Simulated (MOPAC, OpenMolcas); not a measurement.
# GeH2Br (SMILES [GeH2][Br]): the dipole moment, rung by rung

GeH2Br has 4 atoms, charge 0, and is taken as a doublet. SMILES: `[GeH2][Br]`. The shape is that of a PBE0-D4/def2-TZVP optimisation.

Each level gives the dipole moment (D). The values are calculated.

```tsv
level	kind	program	value (D)	CPU time
MNDO	semi-empirical	MOPAC	4.02	under 2 s
PM3	semi-empirical	MOPAC	2.90	under 2 s
PM6	semi-empirical	MOPAC	2.10	under 2 s
PM7	semi-empirical	MOPAC	2.76	under 2 s
UHF/STO-3G	Hartree–Fock	OpenMolcas	2.47	2.7 s
UHF/3-21G	Hartree–Fock	OpenMolcas	2.72	3.2 s
UHF/def2-SVP	Hartree–Fock	OpenMolcas	2.09	7.6 s
UPBE/6-311G**	GGA	OpenMolcas	1.52	32 s
UPBE0/cc-pVDZ	global hybrid	OpenMolcas	1.71	22 s
UB3LYP/6-31G* (spherical functions)	global hybrid	OpenMolcas	1.76	21 s
```

All-electron rows without a relativistic Hamiltonian named are non-relativistic. The values span 1.52 to 4.02 D. Sets without polarisation functions give poor dipoles. Without the sets that lack polarisation functions the rows with a basis span only 1.52 to 2.09 D. CPU times are rough (shared hosts, several kinds of processor): they show what a rung costs within a factor of a few.

Among the rows with polarised basis sets, the dipole moment falls from 2.09 D in Hartree–Fock to 1.76 and 1.71 D in the two hybrids and 1.52 D in PBE. A sizeable moment is expected, because bromine is more electronegative than germanium and draws charge along the Ge–Br bond. The Ge–H bonds are much less polar, and the unpaired electron, probably in a germanium-centred orbital with some s character, should modify the total through its lopsided density. Hartree–Fock probably gives the largest of these values because, lacking correlation, it makes the Ge–Br bond too ionic.

The semi-empirical results follow no steady course: PM6 comes close to the polarised Hartree–Fock value, but the later PM7 moves away again, and MNDO stands far above every other row. The PM6 match is therefore no sign of a correct charge distribution, since a total moment can agree through cancelling bond and radical-orbital contributions. Because functional and basis change together, the small gap between the hybrids cannot be assigned to their exchange treatment.
